Carbon held over a tantalum surface feels two influences of different reach. Bonding draws it in over a few ångström, while repulsion sets in only at short range but then grows fast. The curve below shows how they compete as the carbon is pushed in or lifted off. The cell is a four-layer tantalum slab with one carbon per surface tantalum atom, so a full carbon layer moves as one. The slab stays rigid, and the carbon keeps its place over a triangle of three tantalum atoms.

C over a rigid four-layer Ta(110) slab, computed with Ansatz 0.2.0 (plane-wave PAW, PBEsol, scalar-relativistic, no spin polarisation), cutoff 420 eV, k mesh 11×11×1, Gaussian smearing of 0.1 eV and a dipole correction. Heights are above the top Ta plane; energies, extrapolated to zero smearing, count from the best height; positive forces on C point away from the slab.

```
height (Å)  energy (eV)  force along normal (eV/Å)
     0.549        1.986                      6.357
     0.799        0.653                      4.205
     1.099        0.000                      0.016
     1.399        0.430                     -2.349
     1.799        1.569                     -2.968
     2.299        2.969                     -2.596
     3.099        4.611                     -1.442
     4.099        5.455                     -0.363
```

1. Which height is best, and how do both columns show it?

The best height is 1.099 Å. The energy is lowest there, and the normal force, counted positive away from the slab, has almost vanished. The two columns agree because the force is the downhill slope of the energy:

F = −dE/dh

Here E is the energy, h the height and F the force along the normal. Zero force means that attraction and repulsion balance, not that either is absent.

2. Which costs more, pushing the carbon in or lifting it by the same 0.30 Å?

Pushing in costs 0.653 eV and lifting costs 0.430 eV, so the inner side is about one and a half times as expensive. Closer in, the electron clouds of carbon and tantalum overlap more, and the Pauli principle forces electrons into states of higher energy. This repulsion rises steeply with overlap, whereas the bonding lost on lifting fades more gently. A steep inner wall and a soft outer side are usual for chemical bonds, and for much weaker attractions between atoms too.

3. Where does the surface pull hardest?

Among the computed heights, the pull is strongest at 1.799 Å, well outside the best height. On lifting, the short-range repulsion dies away faster than the attraction, so the net pull grows at first. Further out the orbitals overlap less, and the attraction fades too. The energy still climbs there, only less steeply.

The forces can be checked against the energies. From 1.799 to 2.299 Å the mean pull is about 2.78 eV/Å, and over half an ångström it does 1.39 eV of work. The energy column rises by 1.40 eV. The step from 1.099 to 1.399 Å fits worst: the mean force gives 0.35 eV and the energy column 0.43 eV. The force need not change evenly between two rows, and the mean of the two ends misses that. Overall, the agreement shows that the two columns describe one curve; it does not show that the physical set-up is right.

4. Can the bond be treated as a spring?

Only close to the best height. The forces 0.30 Å inside and outside it give an average spring constant k for that range, and k gives an energy for any lift x from the best height:

k = (4.205 + 2.349) / 0.60 = 10.9 eV/Å²
E = ½ k x² = ½ × 10.9 × 0.30² = 0.49 eV

This lies between the two computed costs of question 2, whose energies did not enter k. A spring is symmetric, so it misses the difference between pushing and lifting.

Further out it fails badly, because a spring pulls ever harder while a bond lets go. At a lift of 0.70 Å it gives 2.7 eV instead of 1.6 eV, and at the last row it is nine times too high. For small movements along the normal, with the carbon held over this place, the spring is a fair start. For larger lifts the computed curve is needed, within the limits named in question 7. The output after this text lists the spring energies for all rows.

5. Would the carbon stay at this best height if it were released?

No, it would start to slide sideways. Only the height was optimised, and the same calculation gives a sideways force of 2.2 eV/Å at the best height. The carbon sits closer to one tantalum atom, at 1.90 Å, than to the other two, at 2.12 Å, and the force drives it away from the near one. The zero of the energy column is therefore the best height over this place, not the most stable site on the surface.

Pushing in raises the sideways force further, to 10.9 eV/Å at the lowest height against 6.4 eV/Å along the normal. At the lowest height the line from the nearest tantalum atom to the carbon runs almost three times as far sideways as upwards. Repulsion along such a flat line pushes mainly sideways. The normal force alone thus understates how strongly a pressed-in carbon is strained. Per ångström it even grows more slowly on the last step inwards than on the one before, while the sideways force grows faster.

6. Does the carbon carry a fixed charge as it moves?

The work function, the energy needed to take an electron out of the surface, argues against so simple a picture. At the best height it is 1.47 eV higher on the carbon side than on the bare side of the slab. That fits carbon drawing electrons from tantalum and so placing negative charge outside the metal. If this charge stayed fixed, and the opposite charge stayed in the top tantalum plane, halving the height would halve the difference.

At 0.799 Å this picture still nearly holds: it gives a difference of 1.07 eV, and the calculation gives 0.95 eV. At half the height, however, the carbon side lies 0.21 eV below the bare side. The dipole that the carbon adds to the surface has changed sign, so the electrons must have rearranged, on the carbon, in the metal or in both. The work function alone cannot tell which. The sign does tell that, on balance, the pressed-in carbon shifts electrons inwards compared with a bare surface plus a layer of neutral carbon atoms. One possible reason is that it pushes back the part of the metal's electron cloud that spills out into the vacuum, though this was not tested separately. In a larger model of this surface, a constant charge on carbon above an unchanging metal would miss this reversal.

7. Is the last energy, 5.455 eV, the adsorption energy?

No, for reasons at both ends of the curve. At the outer end the surface still pulls with 12 % of its greatest strength, so the energy has not levelled off. That end also lacks spin. A free carbon atom has two unpaired electrons, and forcing them to pair costs roughly 1 eV, which puts the lifted carbon too high. Nor does the lifted carbon consist of free atoms: it is still a full layer with neighbours 2.84 Å apart, which can bind one another.

At the inner end, the carbon could slide to a better site and the tantalum atoms could move to suit it. Both would lower the bonded state. The bare slab would gain from relaxing too, but probably less, so the well should deepen. Lifting the carbon until the pull is gone would deepen it as well. Allowing spin would make the well shallower. Since these corrections work against each other, the curve does not even settle whether the true binding is stronger or weaker than its last value.

8. Which digits can be trusted, then?

That depends on the use. Counting the smearing's electronic entropy in the energy changes the value at 2.299 Å from 2.969 to 2.965 eV, a matter of the third decimal. For the shape of this particular curve, differences of a tenth of an electronvolt are therefore well resolved against the smearing. Other errors were not tested: the cutoff and the k mesh were not varied, and PBEsol ran on PAW datasets made for PBE. The nearest C–Ta distance is short even at the best height, 1.90 Å, and only 1.64 Å at the lowest. Overlap of the PAW regions around the atoms may therefore add an error, most of all to the inner wall. As a binding energy for a process model, even the figure before the decimal point is uncertain.

For such a model, first choose a surface cell with the right carbon coverage, and relax the carbon in all directions together with the upper tantalum layers. Then compute the relaxed bare slab and, with spin, the free carbon atom, and take the difference between the bound and the separated state. The present curve remains useful for what it shows directly: a steep wall inside, a strongest pull well outside the best height, and a slow release beyond.

Numerical output:

```
Geometry, spring and work:
    row  lift (Å)  nearest C–Ta (Å)  other two C–Ta (Å)  spring energy (eV)  energy step from row before (eV)  step from mean force (eV)
  0.549     -0.55             1.641               1.894               1.652                               n/a                        n/a
  0.799      -0.3             1.741               1.981              0.4915                            -1.333                      -1.32
  1.099         0             1.897                2.12                   0                            -0.653                    -0.6331
  1.399       0.3             2.086                2.29              0.4916                              0.43                       0.35
  1.799       0.7             2.372               2.554               2.676                             1.139                      1.063
  2.299       1.2             2.771               2.928               7.865                               1.4                      1.391
  3.099         2             3.464                3.59               21.85                             1.642                      1.615
  4.099         3             4.381               4.482               49.16                             0.844                     0.9025
Cost of pushing in over cost of lifting, both by 0.30 Å (ratio): 1.519
Size of force pushed in over size of force lifted, both by 0.30 Å (ratio): 1.79
Spring constant (eV/Å²): 10.92
Height of the strongest pull among the rows (Å): 1.799
Spring energy over computed energy at the last row (ratio): 9.011
Work from best height to last row by mean forces (eV): 5.322
Sideways force on C at 0.549 Å (eV/Å): 10.94
Sideways force on C at 0.799 Å (eV/Å): 6.123
Sideways force on C at 1.099 Å (eV/Å): 2.247
Sideways over normal force at 0.549 Å (ratio): 1.72
Sideways over normal force at 0.799 Å (ratio): 1.456
Sideways over upright part of the nearest C–Ta line at 0.549 Å (ratio): 2.817
Work function of C side less bare side at 1.099 Å (eV): 1.474
Work function of C side less bare side at 0.799 Å (eV): 0.9541
Work function of C side less bare side at 0.549 Å (eV): -0.207
Height 0.549 Å over best height (ratio): 0.4995
Pull left at the last row, share of the strongest pull (%): 12.23
Energy that another 0.1 Å of lift would add at the last force (eV): 0.0363
Energy at 2.299 Å if the free energy with smearing is used (eV): 2.965
```
